**Spin-orbit splitting of the 2p shell in boron-like ions, B to P¹⁰⁺**

The table holds the 2p eigenvalue splitting from Dirac-Coulomb Hartree-Fock averaged over the configuration, beside the first-order value $(l+\tfrac12)\zeta$, the orbital energy and $\langle r^{-3}\rangle$ from non-relativistic Hartree-Fock, all from a B-spline radial code at the basis limit. The program fits all ten splittings with a bare $Z^4$ law, a screened $(Z-\sigma)^4$ law with constant and with $Z$-dependent screening, and the Landé formula with inner and outer charges. Bare $Z^4$ is 11 times too high for B and 1.75 times for P¹⁰⁺, and a constant screening errs by up to 17.5 %, while the Landé form and the two-parameter screening both hold within 2 % and cannot be ranked. The deficit of the Dirac value below first order corresponds to a roughly constant charge of 0.4, half the Breit lowering in N²⁺ and Ne⁵⁺ as expected of the exchange term that ζ omits, and the hydrogenic higher-order term $\tfrac58(\alpha Z)^2$ supplies only 7 % of the rise in their ratio. First-order Breit shifts from the same runs lower the splitting by 15 % in N²⁺ and 10 % in Ne⁵⁺.

Five-electron atoms and ions, [He] 2s² 2p¹, computed with the B-spline radial atomic code 1 at the basis-set limit. ε(2p3/2) − ε(2p1/2) is from Dirac-Coulomb Hartree-Fock (nl average, Fermi nucleus), the other 2p quantities from non-relativistic Hartree-Fock (configuration average, point nucleus). ζ = (α²/2)<(1/r) dV/dr>, V being the field of the nucleus and the other electrons without exchange.

## Numerical check

```python
# Table: 2p spin-orbit splitting of boron-like ions (B to P10+), B-spline radial atomic code:
# Dirac-Coulomb Hartree-Fock eigenvalue difference beside first-order (3/2) zeta from non-rel. HF.
# Tested: bare Z^4, one screened charge (Z-sigma)^4, Lande inner/outer charges; then the Dirac/first-order ratio.
T = {
    'ion': ['B', 'C+', 'N2+', 'O3+', 'F4+', 'Ne5+', 'Mg7+', 'Al8+', 'Si9+', 'P10+'],
    'Z': [5, 6, 7, 8, 9, 10, 12, 13, 14, 15],
    'charge': [0, 1, 2, 3, 4, 5, 7, 8, 9, 10],  # e
    'e_mean': [-8.43162, -24.6198, -47.7729, -77.8186, -114.721, -158.462, -266.417, -330.619, -401.634, -479.459],  # eV
    'split': [20.4, 79.33, 209.8, 452.3, 856.3, 1480, 3666, 5390, 7657, 10570],  # cm⁻¹
    'first_order': [23.01, 86.85, 225.6, 480.5, 901.7, 1548, 3794, 5555, 7864, 10820],  # cm⁻¹
    'ratio': [0.887, 0.913, 0.93, 0.941, 0.95, 0.956, 0.966, 0.97, 0.974, 0.977],
    'r_m3': [0.7756, 2.222, 4.678, 8.397, 13.63, 20.63, 40.91, 54.69, 71.24, 90.8],  # bohr⁻³
}
import numpy as np
from scipy.constants import alpha, physical_constants as pc
from scipy.optimize import least_squares
R = pc['Rydberg constant'][0] / 100
Ry = pc['Rydberg constant times hc in eV'][0]
cm_per_eV = R / Ry
K = alpha**2 * R
ion = T['ion']
Z, q, e, S, F, rat, r3 = (np.array(T[k], float) for k in
    ('Z', 'charge', 'e_mean', 'split', 'first_order', 'ratio', 'r_m3'))
Za = q + 1
nstar = Za / np.sqrt(-e / Ry)
hyd = lambda z: K * z**4 / 16
lande = lambda zi, n=nstar: K * Za**2 * zi**2 / (2 * n**3)
fit = lambda f, x0: least_squares(lambda p: np.log(f(p) / S), x0).x
err = lambda m: 100 * (m / S - 1)
worst = lambda x: "worst %+.1f %% (%s), rms %.1f %%" % (x[np.argmax(abs(x))], ion[np.argmax(abs(x))], np.sqrt(np.mean(x**2)))
c = np.exp(np.mean(np.log(S / hyd(Z))))
sg = fit(lambda p: hyd(Z - p[0]), [2.0])[0]
s2 = fit(lambda p: hyd(Z - p[0] - p[1] / Z), [2.0, 1.0])
sL = fit(lambda p: lande(Z - p[0]), [1.0])[0]
eA, eB, eB2, eC = err(c * hyd(Z)), err(hyd(Z - sg)), err(hyd(Z - s2[0] - s2[1] / Z)), err(lande(Z - sL))
rnd = 100 * 0.5 * 10**(np.floor(np.log10(S)) - 3) / S
Ze, Z3, Zi = 2 * np.sqrt(-e / Ry), (24 * r3)**(1 / 3), F / (1.5 * K * r3)
slope = np.diff(np.log(S)) / np.diff(np.log(Z))
Zm = np.sqrt(Z[1:] * Z[:-1])
print("alpha^2 R = %.4f cm-1; hydrogenic 2p splitting = %.4f Z^4 cm-1" % (K, K / 16))
print("growth B to P10+: split %.0f, first order %.0f, <r^-3> %.0f, Z_i %.2f, Z^4 %.0f" % (S[-1]/S[0], F[-1]/F[0], r3[-1]/r3[0], Zi[-1]/Zi[0], (Z[-1]/Z[0])**4))
print("end-to-end exponent in Z: %.2f" % (np.log(S[-1]/S[0]) / np.log(Z[-1]/Z[0])))
print("local exponent, table:   " + " ".join("%.2f" % x for x in slope))
print("local 4Z/(Z-sigma), fit: " + " ".join("%.2f" % x for x in 4 * Zm / (Zm - sg)))
print("A c*Z^4: c = %.3f of hydrogenic; %s" % (c, worst(eA)))
print("B (Z-sigma)^4: sigma = %.3f; %s" % (sg, worst(eB)))
print("B2 sigma = %.3f + %.3f/Z; %s" % (s2[0], s2[1], worst(eB2)))
print("B with charge from eps, model/table: %.2f (B) to %.2f (P10+)" % tuple((hyd(Ze) / S)[[0, -1]]))
print("C Lande, inner charge Z-s: s = %.3f; %s" % (sL, worst(eC)))
print("C with n = 2 in place of n*, inner charge needed: %.2f (B) to %.2f (P10+)" % tuple(np.sqrt(S / lande(1.0, 2.0))[[0, -1]]))
print("ion   Z^4/table  B %   B2 %   C %  rounding %  row sigma  row s   n*")
for i in range(len(Z)):
    print("%-5s %7.2f %+7.1f %+6.1f %+5.1f %8.3f %10.3f %8.3f %6.3f" % (ion[i], hyd(Z[i])/S[i], eB[i], eB2[i], eC[i], rnd[i],
          Z[i] - (S[i]/hyd(1.0))**0.25, Z[i] - np.sqrt(S[i]/lande(1.0)[i]), nstar[i]))
rel = 5 / 8 * (alpha * Z)**2
miss0, miss = Zi * (1 - rat), Zi * (1 - rat / (1 + rel))
print("screening Z-Zeff from eps, <r^-3>, zeta/<r^-3>; deficit as missing charge Z_i*(1-ratio)")
print("ion   s(eps) s(r3) s(Z_i)  Z_i  gap cm-1  1-ratio %  5/8(aZ)^2 %  missing  after rel. term")
for i in range(len(Z)):
    print("%-5s %5.2f %6.2f %5.2f %6.2f %7.1f %8.1f %10.2f %11.3f %9.3f" % (ion[i], Z[i]-Ze[i], Z[i]-Z3[i], Z[i]-Zi[i], Zi[i],
          F[i]-S[i], 100*(1-rat[i]), 100*rel[i], miss0[i], miss[i]))
print("rounding of ratio gives missing charge +-%.3f (B) to +-%.3f (P10+)" % (5e-4*Zi[0], 5e-4*Zi[-1]))
rise, rr = rat[-1] - rat[0], rel[-1] - rel[0]
print("rise of ratio %.3f; rise of 5/8(aZ)^2 %.4f, i.e. %.0f %% of it" % (rise, rr, 100*rr/rise))
print("missing charge after rel. term: mean %.3f, range %.3f to %.3f" % (miss.mean(), miss.min(), miss.max()))
# typed from the orbital outputs of the same Dirac runs: Breit shifts (eV) 2p1/2, 2p3/2; <r^-3>(2p3/2)
extra = {'N2+': (0.00850604, 0.004539167, 4.679414), 'Ne5+': (0.03806843, 0.02042886, 20.65402)}
for k, (b1, b3, rd) in extra.items():
    i = ion.index(k); d = (b3 - b1) * cm_per_eV
    print("%s Breit: %+.0f cm-1 (%+.1f %%), split becomes %.0f cm-1, as charge %.2f" % (k, d, 100*d/S[i], S[i]+d, -d/(1.5*K*r3[i])))
    print("%s <r^-3> Dirac 2p3/2 against non-rel.: %+.2f %%" % (k, 100*(rd/r3[i]-1)))
assert np.all(slope > 4) and np.all(np.diff(slope) < 0)
assert np.all(rat < 1) and np.all(np.diff(rat) > 0)
assert np.all(Ze < Z3) and np.all(Z3 < Zi) and np.all(Zi < Z)
assert rr < 0.2 * rise
```

Running it gives:

```
alpha^2 R = 5.8437 cm-1; hydrogenic 2p splitting = 0.3652 Z^4 cm-1
growth B to P10+: split 518, first order 470, <r^-3> 117, Z_i 4.02, Z^4 81
end-to-end exponent in Z: 5.69
local exponent, table:   7.45 6.31 5.75 5.42 5.19 4.98 4.82 4.74 4.67
local 4Z/(Z-sigma), fit: 6.59 5.99 5.62 5.36 5.17 4.98 4.83 4.76 4.70
A c*Z^4: c = 0.323 of hydrogenic; worst +261.1 % (B), rms 92.0 %
B (Z-sigma)^4: sigma = 2.153; worst +17.5 % (B), rms 7.7 %
B2 sigma = 1.772 + 2.427/Z; worst -1.6 % (C+), rms 0.9 %
B with charge from eps, model/table: 0.11 (B) to 0.69 (P10+)
C Lande, inner charge Z-s: s = 1.249; worst -1.7 % (B), rms 0.8 %
C with n = 2 in place of n*, inner charge needed: 7.47 (B) to 15.47 (P10+)
ion   Z^4/table  B %   B2 %   C %  rounding %  row sigma  row s   n*
B       11.19   +17.5   +1.3  -1.7    0.025      2.266    1.217  1.270
C+       5.97    +0.8   -1.6  +1.2    0.006      2.161    1.277  1.487
N2+      4.18    -4.0   -1.2  +1.0    0.024      2.104    1.278  1.601
O3+      3.31    -5.7   -0.5  +0.7    0.011      2.068    1.272  1.673
F4+      2.80    -6.3   -0.0  +0.4    0.006      2.042    1.264  1.722
Ne5+     2.47    -6.5   +0.3  +0.2    0.034      2.021    1.256  1.758
Mg7+     2.07    -6.4   +0.7  -0.2    0.014      1.991    1.237  1.808
Al8+     1.94    -6.2   +0.7  -0.4    0.009      1.978    1.227  1.826
Si9+     1.83    -6.1   +0.7  -0.5    0.007      1.967    1.217  1.841
P10+     1.75    -5.9   +0.7  -0.6    0.047      1.957    1.208  1.853
screening Z-Zeff from eps, <r^-3>, zeta/<r^-3>; deficit as missing charge Z_i*(1-ratio)
ion   s(eps) s(r3) s(Z_i)  Z_i  gap cm-1  1-ratio %  5/8(aZ)^2 %  missing  after rel. term
B      3.43   2.35  1.62   3.38     2.6     11.3       0.08       0.382     0.385
C+     3.31   2.24  1.54   4.46     7.5      8.7       0.12       0.388     0.393
N2+    3.25   2.18  1.50   5.50    15.8      7.0       0.16       0.385     0.393
O3+    3.22   2.14  1.47   6.53    28.2      5.9       0.21       0.385     0.398
F4+    3.19   2.11  1.45   7.55    45.4      5.0       0.27       0.377     0.397
Ne5+   3.17   2.09  1.44   8.56    68.0      4.4       0.33       0.377     0.404
Mg7+   3.15   2.06  1.42  10.58   128.0      3.4       0.48       0.360     0.408
Al8+   3.14   2.05  1.41  11.59   165.0      3.0       0.56       0.348     0.411
Si9+   3.13   2.04  1.41  12.59   207.0      2.6       0.65       0.327     0.407
P10+   3.13   2.04  1.41  13.59   250.0      2.3       0.75       0.313     0.411
rounding of ratio gives missing charge +-0.002 (B) to +-0.007 (P10+)
rise of ratio 0.090; rise of 5/8(aZ)^2 0.0067, i.e. 7 % of it
missing charge after rel. term: mean 0.401, range 0.385 to 0.411
N2+ Breit: -32 cm-1 (-15.3 %), split becomes 178 cm-1, as charge 0.78
N2+ <r^-3> Dirac 2p3/2 against non-rel.: +0.03 %
Ne5+ Breit: -142 cm-1 (-9.6 %), split becomes 1338 cm-1, as charge 0.79
Ne5+ <r^-3> Dirac 2p3/2 against non-rel.: +0.12 %
```
